**Ionisation energies of Cs to Cs⁵⁺: pair repulsion, eigenvalue gap and level shifts**

The table holds ionisation energies, highest eigenvalues and mean radii from spherical, spin-unpolarised Dirac Kohn-Sham LDA, beside configuration-averaged Dirac-Fock values and the NIST table. The program fits the five 5p rows with steps proportional to $1/\langle r\rangle$, with a constant step and with screened hydrogenic scaling, and compares Dirac-Fock steps with frozen-orbital Slater integrals. It accounts for the gap between IE and $-\varepsilon$ by Janak's integral and estimates the shift from configuration average to lowest level with intermediate-coupling p$^n$ matrices. The $1/\langle r\rangle$ form misses by at most 0.19 eV, against 0.58 and 1.05 eV for the other two. The estimated shifts bring the LDA errors of Cs⁺ and Cs²⁺ to about 0.1 eV or less, leave Dirac-Fock about 1 eV low there, halve the error at Cs³⁺ and enlarge the one at Cs⁵⁺, with the three theoretical references too uncertain to rank the methods.

Calculated values. Cs and its ions in NIST's ground configurations, from spherical all-electron Dirac Kohn-Sham runs in Quantum ESPRESSO 7.5 (ld1.x) with relativistic LDA (VWN5 correlation), a point nucleus, no spin polarisation and open shells shared between the two j as 2j+1. Ionisation energies are total-energy differences. The Dirac-Fock column is from a B-spline radial atomic code, version 1.

## Numerical check

```python
# Table: ionisation energies (eV) of Cs..Cs5+; ld1.x Dirac Kohn-Sham RLDA-VWN5 (spherical, unpolarised), Dirac-Fock (DF)
# configuration average, NIST table. Tested: 5p steps as pair repulsion, Janak integral for IE+eps, average vs lowest level.
T = {
    'ion': ['Cs', 'Cs+', 'Cs2+', 'Cs3+', 'Cs4+', 'Cs5+'],
    'Z': [55, 55, 55, 55, 55, 55],
    'charge': [0, 1, 2, 3, 4, 5],  # e
    'N': [55, 54, 53, 52, 51, 50],
    'configuration': ['[Xe] 6s1', '[Kr] 4d10 5s2 5p6', '[Kr] 4d10 5s2 5p5', '[Kr] 4d10 5s2 5p4', '[Kr] 4d10 5s2 5p3', '[Kr] 4d10 5s2 5p2'],
    'removed': ['6s', '5p', '5p', '5p', '5p', '5p'],
    'ionisation_energy': [3.98979, 23.8593, 34.3409, 45.4677, 57.1497, 69.3087],  # eV
    'minus_highest_eigenvalue': [2.2208, 18.301, 28.367, 39.13, 50.488, 62.359],  # eV
    'highest_level_mean_radius': [5.5519, 2.1007, 2.0109, 1.9361, 1.8715, 1.8142],  # bohr
    'nist': [3.8939057, 23.15745, 33.195, 43.0, 56.0, 69.1],  # eV
    'nist_kind': ['measured', 'measured', 'semi-empirical', 'theory', 'theory', 'theory'],
    'nist_unc': [1.7e-10, 6e-05, 0.004, 1.7, 1.9, 2.0],  # eV
    'error': [0.0959, 0.702, 1.15, 2.47, 1.15, 0.209],  # eV
    'eig_over_ie': [0.557, 0.767, 0.826, 0.861, 0.883, 0.9],
    'ie_hf': [3.4773, 22.796, 33.202, 44.252, 55.884, 68.05],  # eV
}
import numpy as np
from scipy.constants import physical_constants as pc
Ha = pc['Hartree energy in eV'][0]
g = lambda k: np.array(T[k], float)
q, IE, ep, r = g('charge'), g('ionisation_energy'), g('minus_highest_eigenvalue'), g('highest_level_mean_radius')
ref, unc, err, hf = g('nist'), g('nist_unc'), g('error'), g('ie_hf')
f = lambda a, d=2: ' '.join(f'{x:.{d}f}' for x in a)
# typed from further outputs of the same DF runs (charges 2 and 4 unless named)
D = Ha*np.array([1.287803-1.216723, 2.11955-2.03995])        # 5p1/2-5p3/2 splitting
F0 = np.array([[12.57852, 12.3412, 12.12087], [13.36464, 13.15092, 12.95121]]) @ np.array([1, 8, 6])/15
F2 = np.array([[6.670566, 6.581938], [7.179839, 7.104301]]) @ np.array([2, 1])/3   # G2, F2 pair-weighted
F0s = 4.04012                                                # 6s-6s F0 of Cs
ehf = np.array([3.489569, 22.86681, 33.10872, 44.0126, 55.50987, 67.55044])
bq = np.array([3.474743, 22.78501, 33.18528, 44.22966, 55.85474, 68.01404])
lin = lambda y, x: y[0] + (y[1]-y[0])*(x-2)/2
print('rows:', ' '.join(T['ion']), '| rounding floor about 0.001 eV')
print(f'6s->5p jump {IE[1]-IE[0]:.2f} eV, factor {IE[1]/IE[0]:.2f}; radius ratio {r[0]/r[1]:.2f}')
print('n* = (q+1)sqrt(Ry/IE):', f((q+1)*np.sqrt(Ha/2/IE)))
st = np.diff(IE[1:])
print('5p steps eV  KS:', f(st), '| DF:', f(np.diff(hf[1:])), '| table:', f(np.diff(ref[1:])))
print('step*<r> (hartree bohr):', f(st*r[2:]/Ha, 3))
ex = -np.polyfit(np.log(r[2:]), np.log(st), 1)[0]
print(f'step grows {100*(st[-1]/st[0]-1):.1f}%, 1/<r> grows {100*(r[2]/r[5]-1):.1f}%, step ~ r^-{ex:.2f}')
x = np.concatenate([[0], np.cumsum(1/r[2:])]); y = IE[1:]
pA, pC = np.polyfit(x, y, 1), np.polyfit(q[1:], y, 1)
pB = np.polyfit(q[1:], np.sqrt(y), 1, w=np.sqrt(y))
for n, p, m in (('A a+c*sum(1/r)', pA, np.polyval(pA, x)), ('B sqrt(IE) linear', pB, np.polyval(pB, q[1:])**2), ('C constant step', pC, np.polyval(pC, q[1:]))):
    print(f'{n}: slope {p[0]:.3f} icpt {p[1]:.3f}; resid eV {f(y-m)}; worst {T["ion"][1+np.argmax(abs(y-m))]}')
print(f'model A on Cs (6s, not fitted): c/r = {pA[0]/r[0]:.2f} eV against jump {IE[1]-IE[0]:.2f} eV')
U = F0 - 2*F2/25; sh = np.array([hf[2]-hf[1], hf[4]-hf[3]])
print('q=2,4 DF: F0', f(F0), 'F2', f(F2), 'frozen U', f(U), 'step', f(sh), 'eV; step/U', f(sh/U, 3))
gap = IE - ep
print('KS gap IE+eps eV:', f(gap), '| gap/IE:', f(gap/IE, 3))
print('half eigenvalue step, Cs+..Cs4+ eV:', f(np.diff(ep[1:])/2))
P = np.polyint(np.polyfit(q[1:], ep[1:], 4)); J = np.polyval(P, q[1:]+1) - np.polyval(P, q[1:])
print('Janak integral of 5p3/2, Cs+..Cs5+ eV:', f(J), '(last extrapolated)')
print('IE less integral eV:', f(y-J, 3), '| x3 = implied KS splitting:', f(3*(y-J)))
print('DF splitting q=2,4 eV:', f(D, 3), '| linear at q+1/2:', f(lin(D, q[1:]+.5)))
D3 = lin(D, q[1:])/3
print('j-averaged -eps/IE (DF splitting) Cs+..Cs5+:', f((ep[1:]+D3)/y, 3), '| table:', f(g('eig_over_ie')[1:], 3))
print('F0/2 q=0,2,4 eV:', f([F0s/2, *(F0/2)]), '| raw gap', f(gap[[0, 2, 4]]), '| j-avg gap q=2,4', f(gap[[2, 4]]-D/3))
print('DF IE+eps eV:', f(hf-ehf), '| j-averaged q=2,4:', f((hf-ehf)[[2, 4]]-D/3))
def low(c):  # lowest level of 5p^(7-c) relative to the configuration average, intermediate coupling
    F, z = lin(F2, c)/25, 2*lin(D, c)/3
    M = {1: [[0.]], 2: [[-z/2]], 3: [[-3*F-z/2, z/2**.5], [z/2**.5, 3*F]],
         4: [[-9*F, 0, z], [0, 0, z*5**.5/2], [z, z*5**.5/2, 6*F]],
         5: [[-3*F-z, z*2**.5], [z*2**.5, 12*F]], 6: [[-z]]}[c]
    return np.linalg.eigvalsh(np.array(M))[0]
L = np.array([low(c) for c in range(1, 7)]); cor = np.concatenate([[0], np.diff(L)])
print('ground level less average, p6..p1 eV:', f(L), '(p2, p1 extrapolated)')
print('ion  kind  unc | KS err, DF err | level shift | KS, DF err after shift | KS-DF (eV)')
for i in range(6):
    print(f"{T['ion'][i]} {T['nist_kind'][i]} {unc[i]:.2g} | {err[i]:+.2f} {hf[i]-ref[i]:+.2f} | {cor[i]:+.2f} | {err[i]+cor[i]:+.2f} {hf[i]-ref[i]+cor[i]:+.2f} | {IE[i]-hf[i]:+.2f}")
print('KS err %:', f(100*err/ref, 1), '| DF err %:', f(100*(hf-ref)/ref, 1))
print('theory rows, KS err/unc raw:', f((err/unc)[3:]), '| shifted:', f(((err+cor)/unc)[3:]))
print('5p steps after shift eV  KS:', f(np.diff((IE+cor)[1:])), '| DF:', f(np.diff((hf+cor)[1:])))
print('Breit+QED+recoil change of DF IE eV:', f(bq-hf, 3))
assert np.all(np.diff(st) > 0) and np.all(np.diff(gap) > 0)
assert np.all((3*(y-J)[:4] > 1) & (3*(y-J)[:4] < 3))
assert np.all(sh < U) and np.all(IE > hf)
assert np.all(abs(err+cor)[1:3] < abs(err)[1:3])
```

Running it gives:

```
rows: Cs Cs+ Cs2+ Cs3+ Cs4+ Cs5+ | rounding floor about 0.001 eV
6s->5p jump 19.87 eV, factor 5.98; radius ratio 2.64
n* = (q+1)sqrt(Ry/IE): 1.85 1.51 1.89 2.19 2.44 2.66
5p steps eV  KS: 10.48 11.13 11.68 12.16 | DF: 10.41 11.05 11.63 12.17 | table: 10.04 9.80 13.00 13.10
step*<r> (hartree bohr): 0.775 0.792 0.803 0.811
step grows 16.0%, 1/<r> grows 10.8%, step ~ r^-1.44
A a+c*sum(1/r): slope 21.665 icpt 23.674; resid eV 0.19 -0.11 -0.17 -0.06 0.15; worst Cs+
B sqrt(IE) linear: slope 0.845 icpt 4.146; resid eV -1.05 0.28 0.84 0.52 -0.75; worst Cs+
C constant step: slope 11.371 icpt 11.913; resid eV 0.58 -0.31 -0.56 -0.25 0.54; worst Cs+
model A on Cs (6s, not fitted): c/r = 3.90 eV against jump 19.87 eV
q=2,4 DF: F0 12.27 13.09 F2 6.64 7.15 frozen U 11.74 12.51 step 10.41 11.63 eV; step/U 0.887 0.930
KS gap IE+eps eV: 1.77 5.56 5.97 6.34 6.66 6.95 | gap/IE: 0.443 0.233 0.174 0.139 0.117 0.100
half eigenvalue step, Cs+..Cs4+ eV: 5.03 5.38 5.68 5.94
Janak integral of 5p3/2, Cs+..Cs5+ eV: 23.27 33.69 44.76 56.38 68.48 (last extrapolated)
IE less integral eV: 0.588 0.646 0.705 0.766 0.824 | x3 = implied KS splitting: 1.76 1.94 2.11 2.30 2.47
DF splitting q=2,4 eV: 1.934 2.166 | linear at q+1/2: 1.88 1.99 2.11 2.22 2.34
j-averaged -eps/IE (DF splitting) Cs+..Cs5+: 0.792 0.845 0.876 0.896 0.911 | table: 0.767 0.826 0.861 0.883 0.900
F0/2 q=0,2,4 eV: 2.02 6.13 6.54 | raw gap 1.77 5.97 6.66 | j-avg gap q=2,4 5.33 5.94
DF IE+eps eV: -0.01 -0.07 0.09 0.24 0.37 0.50 | j-averaged q=2,4: -0.55 -0.35
ground level less average, p6..p1 eV: 0.00 -0.64 -1.86 -3.10 -3.11 -1.60 (p2, p1 extrapolated)
ion  kind  unc | KS err, DF err | level shift | KS, DF err after shift | KS-DF (eV)
Cs measured 1.7e-10 | +0.10 -0.42 | +0.00 | +0.10 -0.42 | +0.51
Cs+ measured 6e-05 | +0.70 -0.36 | -0.64 | +0.06 -1.01 | +1.06
Cs2+ semi-empirical 0.004 | +1.15 +0.01 | -1.21 | -0.06 -1.21 | +1.14
Cs3+ theory 1.7 | +2.47 +1.25 | -1.24 | +1.23 +0.01 | +1.22
Cs4+ theory 1.9 | +1.15 -0.12 | -0.01 | +1.14 -0.12 | +1.27
Cs5+ theory 2 | +0.21 -1.05 | +1.51 | +1.72 +0.46 | +1.26
KS err %: 2.5 3.0 3.5 5.7 2.1 0.3 | DF err %: -10.7 -1.6 0.0 2.9 -0.2 -1.5
theory rows, KS err/unc raw: 1.45 0.61 0.10 | shifted: 0.72 0.60 0.86
5p steps after shift eV  KS: 9.91 11.10 12.92 13.67 | DF: 9.84 11.02 12.87 13.68
Breit+QED+recoil change of DF IE eV: -0.003 -0.011 -0.017 -0.022 -0.029 -0.036
```
